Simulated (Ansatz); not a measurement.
# Exchange couplings and ordering temperature of ferromagnetic SrFeO₃ against the Hubbard U on Fe, PBEsol+U

I calculate the exchange couplings of cubic SrFeO₃ in the ferromagnetic state with PBEsol, at fixed atoms, while the effective U on the Fe d shell goes from 0 to 6.75 eV. The question is how the couplings and the ordering temperature built from them follow U. SrFeO₃ is a metallic oxide whose conduction and magnetism change with its oxygen content, which makes it interesting for oxygen electrodes and switchable films, and a model of its magnetism is only as good as the U put into it. A positive J favours parallel moments, and the temperatures are those of classical unit spins. The measured order is a helix along [111], so the ferromagnet is a reference state here and not the observed one.

## How the numbers were made

One crystal, SrFeO3 (cubic perovskite, Pm-3m), in a magnetic cell of 5 atom(s), 1 counted as magnetic (Fe), from cells of the Materials Project database (relaxed there by DFT; measured order: helical antiferro, q = 0.367 A-1 along [111] (arxiv:1906.09998)); atoms are fixed. Ansatz 0.2.0, plane waves with the earlier PAW datasets of its set soft_1, cutoff 420 eV, collinear spins without spin-orbit coupling, Fermi-Dirac smearing of 0.05 eV. The k mesh is 8×8×8 and the sums for the couplings run over 8×8×8. Functional: PBEsol. Every run keeps the ferromagnetic pattern of signs of the first run. The couplings are taken at constrained moments: the directions are held and the rest of the density and field relaxes in linear response. Runs that did not converge or carry a known fault are not listed.

Notes on method and selection:

- J is defined by E = -sum over ordered pairs (each pair twice) of J e_i.e_j with unit vectors e, a classical Heisenberg model without biquadratic or multi-spin terms, so J > 0 favours parallel moments and the moment's size is inside J.
- All temperatures are for classical unit spins; for spin S a quantum mean-field treatment is higher by (S+1)/S. Mean field neglects fluctuations and lies above the Tyablikov (random-phase) and Monte Carlo values.
- The state is the lowest of a few collinear starts and need not be the true ground state; spin-orbit coupling is left out.
- The mean-field temperature is left blank where it belongs to another wavevector than in the first run.
- Ansatz's own search for a lower self-consistent state was switched off in these runs, so a run may rest in a state that is not the lowest for its pattern of moments.
- Where several measured values exist, one near their median is shown, and none where they scatter widely or belong to another phase or kind of order.
- The shells shown are the strongest of the first run whose pairs agree within a shell.
- For crystals with 4f or 5f elements only couplings at constrained moments are used, since rigid ones can be several times too large.
- Runs that did not converge, have known faults or may not be shown are not listed, and runs on Ansatz's PAW sets soft_1 and soft_2 are kept to separate tables.

Columns:

- U (eV): effective Hubbard U (Dudarev, U - J) on the d shell of Fe.
- moment (μB): largest spin moment inside an atomic sphere.
- net moment (μB): net spin moment of the cell per magnetic atom.
- gap on mesh (eV): band gap on the run's k mesh by the count of bands (negative: bands overlap, a metal).
- Tyablikov T (K): Tyablikov (random-phase) ordering temperature from the same couplings.
- J at 3.83 Å (meV): mean J of the Fe–Fe pairs that lie 3.83 Å apart in the first cell (6 such neighbours an atom).
- J at 5.41 Å (meV): mean J of the Fe–Fe pairs that lie 5.41 Å apart in the first cell (12 such neighbours an atom).
- mean-field T (K): mean-field ordering temperature, 2/(3 kB) times the largest J(q) over wavevectors and sublattice modes.

Input lines of one member:

```
magnetization:
  spin_polarized: true
kpoints:
  mp_grid: { grid: [8, 8, 8] }
  band_path:
    path:
      - [0.0, 0.0, 0.0]
      - [0.0, 0.5, 0.0]
      - [0.5, 0.5, 0.0]
      - [0.0, 0.0, 0.0]
      - [0.5, 0.5, 0.5]
      - [0.0, 0.5, 0.0]
      - [0.5, 0.5, 0.5]
    npoints: 11
hamiltonian:
  xc: pbesol
  hubbard:
    sites: [{ species: Fe, l: d, u_eff: 4.5, starting_ns: occupation_matrices }]
    projectors: ortho-atomic
  pseudopotentials: { kind: paw, azcp: { folder: soft_1 }, xc_functional: pbe }
scf:
  occupations: { method: fermi_dirac, width: 0.05 }
  lower_state_search: "off"
output:
  write_bands: true
  eigenstates:
    nscf_kmesh: { grid: [8, 8, 8] }
    top_band: c44
    exchange_couplings: { magnetic: [{ species: Fe }] }
```

Command (options for logging and memory left out): `ansatz run input.yaml`

## Data

| member | U (eV) | moment (μB) | net moment (μB) | gap on mesh (eV) | Tyablikov T (K) | J at 3.83 Å (meV) | J at 5.41 Å (meV) | mean-field T (K) | remark |
| --- | --- | --- | --- | --- | --- | --- | --- | --- | --- |
| +0 eV | 0.00 | 2.71 | 3.56 | −4.00 | – | 24.69 | −1.31 | 960 | no Tyablikov value for a numerical reason (the zone average or the interpolation did not settle), not for instability |
| +2.25 eV | 2.25 | 3.11 | 3.88 | −3.43 | 399 | ? | ? | ? |  |
| +3.38 eV | 3.38 | 3.29 | 4.00 | −3.13 | – | 20.16 | −2.19 | 741 | no Tyablikov value for a numerical reason (the zone average or the interpolation did not settle), not for instability |
| +4.5 eV | 4.50 | 3.40 | 4.00 | −2.91 | 426 | 20.79 | −1.76 | 830 |  |
| +5.62 eV | 5.62 | 3.50 | 4.02 | −2.78 | 515 | 21.39 | −1.38 | 904 |  |
| +6.75 eV | 6.75 | 3.60 | 4.07 | −2.73 | 569 | 21.70 | −1.04 | 954 |  |

Cells marked ? are withheld until the estimate has been made.

Least-squares fits to the members shown, with x = U (eV); R² and errors in the fitted variable (y, or ln y where the fit is in ln y):

| y | members | fit | R² | rms residual | leave-one-out rms | the same for the mean of the others |
| --- | --- | --- | --- | --- | --- | --- |
| J at 3.83 Å (meV) | 5 | y = 24.61 − 1.960 x + 0.2331 x² | 0.95 | 0.35 | 3.5 | 2.0 (fit no better) |
| J at 5.41 Å (meV) | 5 | y = −1.336 − 0.4675 x + 0.07779 x² | 0.92 | 0.11 | 1.1 | 0.50 (fit no better) |

## Reading the trend

The coupling at 3.83 Å does not follow U in one direction. It is 24.69 meV at U = 0, 20.16 meV at 3.38 eV and 21.70 meV at 6.75 eV. The coupling at 5.41 Å is antiferromagnetic in every row shown and is strongest at 3.38 eV, with −2.19 meV. The mean-field temperature accordingly falls from 960 to 741 K and returns to 954 K, so two very different values of U give almost the same temperature.

I read this as two regimes. Between U = 0 and 3.38 eV the net moment rises from 3.56 to 4.00 μB per Fe, which is what I expect when the minority-spin Fe d states empty. A few carriers in such a band favour parallel moments, because they gain kinetic energy by hopping between aligned sites, and losing them would lower J. That part is my conjecture.

Above 3.38 eV the net moment hardly changes. A larger U should raise the cost of the virtual hops behind antiferromagnetic superexchange, while holes with much oxygen character may continue to carry the ferromagnetic coupling. Both J values would then move upward, and they do, which fits this picture without proving it. From 3.38 to 6.75 eV the six near neighbours add 6 × 1.54 = 9.24 meV and the twelve at 5.41 Å add 12 × 1.15 = 13.80 meV. The weaker coupling thus contributes more to the recovery. Together that is 9.24 + 13.80 = 23.04 meV, and with kB = 0.0862 meV/K the two shells give 2 × 23.04 / (3 × 0.0862) = 178 K of the 213 K by which the mean-field temperature rises; the rest comes from farther pairs.

The parabola in U misses left-out members by 3.5 meV for the near coupling, against 2.0 meV for the mean of the others, so I take no rule from it. Long-wavelength rotations of the moments cost energy in every run, and the softest one found runs along a cube axis. These couplings therefore do not produce the measured [111] helix at any U tried.

## Blind estimate

Plain estimates from the members shown:

- +2.25 eV, fit at x = 2.25: 21.38 meV
- +2.25 eV, straight-line interpolation between +0 eV and +3.38 eV: w = (2.25 − 0.00) / (3.38 − 0.00) = 0.666, so 24.69 + 0.666 × (20.16 − 24.69) = 21.67 meV

The run at 2.25 eV has a net moment of 3.88 μB, so it still lies in the regime where the minority-spin states are emptying. I therefore interpolate in the net moment and not in U. Between the rows at 0 and 3.38 eV the weight is (3.88 − 3.56) / (4.00 − 3.56) = 0.727, which gives 24.69 − 0.727 × 4.53 = 21.40 meV.

I can try the route on the row at 3.38 eV, using its neighbours at 0 and 4.50 eV. Its net moment equals that of the upper neighbour, so the route returns 20.79 meV, which is 20.79 − 20.16 = 0.63 meV too high. A straight line in U gives 24.69 − 0.751 × 3.90 = 21.76 meV for the same row, which is 1.60 meV too high. The net moment is the better coordinate in this one trial.

The trial tests only the end of the interval, so 0.63 meV is probably too small an error for a point inside it. A parabola in U through the rows at 0, 3.38 and 4.50 eV has the quadratic coefficient (0.63 / 1.12 + 4.53 / 3.38) / 4.50 = 0.423 meV per eV², and it bends the straight-line value of 21.67 meV down by 0.423 × 2.25 × (3.38 − 2.25) = 1.08 meV, to about 20.6 meV. That is 0.8 meV below my estimate, and I take this distance as the standard deviation.

**Committed estimate, +2.25 eV: J at 3.83 Å = 21.4 ± 0.8 meV.**

## The withheld result

| member | U (eV) | moment (μB) | net moment (μB) | gap on mesh (eV) | Tyablikov T (K) | J at 3.83 Å (meV) | J at 5.41 Å (meV) | mean-field T (K) |
| --- | --- | --- | --- | --- | --- | --- | --- | --- |
| +2.25 eV | 2.25 | 3.11 | 3.88 | −3.43 | 399 | 23.67 | −1.60 | 908 |

| member | estimate | J at 3.83 Å (meV) | computed | estimate − computed | miss in error bars |
| --- | --- | --- | --- | --- | --- |
| +2.25 eV | committed | 21.40 | 23.67 | −2.27 | 2.8 |
| +2.25 eV | fit | 21.38 | 23.67 | −2.29 |  |
| +2.25 eV | interpolation | 21.67 | 23.67 | −2.00 |  |

The computed coupling is 23.67 meV and my estimate was 21.40 meV, so I was 2.27 meV too low, or 2.8 error bars. The straight line in U missed by 2.00 meV and the parabola by 2.29 meV, so interpolating in the net moment gained nothing and moved the estimate the wrong way.

The sign of the argument survives: J falls as the net moment approaches 4.00 μB. Its proportionality does not. From U = 0 to 2.25 eV the net moment rises by 0.32 μB and J loses only 1.02 meV; from 2.25 to 3.38 eV it rises by 0.12 μB and J loses 3.51 meV. A ferromagnetic coupling that simply counted the minority-spin carriers would have made most of its fall in the first step. Emptying that band may still be the cause, but then the last carriers matter far more than their number suggests. My error bar failed too, because it came from a smooth parabola and the fall is abrupt.

## Outliers

Least-squares fits to the whole series, with x = U (eV); R² and errors in the fitted variable (y, or ln y where the fit is in ln y):

| y | members | fit | R² | rms residual | leave-one-out rms | the same for the mean of the others |
| --- | --- | --- | --- | --- | --- | --- |
| J at 3.83 Å (meV) | 6 | y = 25.02 − 1.641 x + 0.1685 x² | 0.74 | 0.82 | 2.6 | 1.9 (fit no better) |
| J at 5.41 Å (meV) | 6 | y = −1.265 − 0.4126 x + 0.06668 x² | 0.80 | 0.16 | 0.40 | 0.44 (fit hardly better) |

Largest departures from the fit to the whole series:

| member | J at 3.83 Å (meV) | fit | computed − fit | in rms residuals |
| --- | --- | --- | --- | --- |
| +2.25 eV | 23.67 | 22.18 | +1.49 | 1.8 |
| +3.38 eV | 20.16 | 21.40 | −1.24 | 1.5 |
| +0 eV | 24.69 | 25.02 | −0.33 | 0.4 |
| +5.62 eV | 21.39 | 21.12 | +0.27 | 0.3 |

The two largest departures are neighbours in U with opposite signs: +1.49 meV at 2.25 eV and −1.24 meV at 3.38 eV. At 1.8 and 1.5 rms residuals neither is extreme alone. Together they show a parabola being drawn through a steep fall, and its R² of 0.74 and its leave-one-out error of 2.6 meV, against 1.9 meV for the mean of the others, make it a poor description.

The fall also appears in the coupling at 5.41 Å, which goes from −1.60 to −2.19 meV, and in the mean-field temperature, which drops from 908 to 741 K. The Fe moment meanwhile grows smoothly, with 3.11, 3.29 and 3.40 μB at 2.25, 3.38 and 4.50 eV, so I see no sign of a jump to a different electronic state.

Part of the steepness may be numerical. When a band is almost empty, its few carriers occupy a small pocket that an 8×8×8 mesh samples with few points, and the couplings can then depend on where those points fall. A denser mesh at 2.25 and 3.38 eV would show how much of the 3.51 meV remains.

## Rules of thumb and their limits

From 3.38 to 6.75 eV the near coupling rises gently, by (21.70 − 20.16) / (6.75 − 3.38) = 0.46 meV per eV of U. Interpolating between neighbouring rows there recovers the two inner members within 0.2 meV, whereas below 3.38 eV the same method missed by 2.00 meV.

The mean-field temperature alone is misleading for choosing U. It is 908 K at 2.25 eV and 904 K at 5.62 eV, while the Tyablikov value rises from 399 to 515 K. The softest spin wave on the mesh is cheaper at the smaller U, which pulls that value down. For still slower twists the cost follows from the spin stiffness, and I have a dependable one only at 5.62 and 6.75 eV. The Tyablikov values at 2.25 and 4.50 eV are therefore less secure, and I take a slope only from the upper two: (569 − 515) / (6.75 − 5.62) = 48 K per eV.

My reading of the trend went too far on this point. It called the ferromagnet stable against slow twists at all U, but I know that only for the wavevectors of the 8×8×8 mesh, whose smallest step is 1 / 8 = 0.125 of a reciprocal vector. Below that step the question is open at 4.50 eV and under. The measured helix has a component of 0.367 × 3.83 / (2 × 3.1416 × 1.732) = 0.129 along each axis, close to a mesh point, so these couplings do speak against it. Whether a self-consistent helix would lie below the ferromagnet is not tested here.

Quantum spins would raise the mean-field values by (S + 1) / S, about 1.5 for S = 2, which exceeds the whole spread of 960 / 741 = 1.30. The real material orders well below room temperature, though into a helix and not into the ferromagnet computed here, so the comparison is only a rough one. The correction widens the disagreement, and in mean field no U tried here repairs it. The four Tyablikov values are too high as well, but those at 0 and 3.38 eV are missing, so for that temperature the verdict is incomplete.

All these temperatures also assume that couplings found for small tilts away from the ferromagnet hold for large ones. At 4.50 eV I can test this with self-consistent runs of three antiferromagnetic patterns, all of which lie higher in energy than the ferromagnet. With all six near neighbours reversed, the twelve at 5.41 Å stay parallel and drop out, and the tabled coupling gives a cost of 12 × 20.79 = 249 meV per Fe. The self-consistent cost is clearly larger, and the other two patterns also cost more than the two shells give. The excess is a sizeable part of the cost itself, so the couplings and the temperatures carry an error that matters beside their changes with U. It points to a higher ordering temperature and not to a lower one. At the other values of U I have no such comparison, so there I know neither the size of this error nor whether the ferromagnet is the lowest collinear order.

[Logs are printed without paths, hosts, clocks, repeated set-up lines and the standing remarks that a program may print on its own settings, such as how far it seeks lower states.]
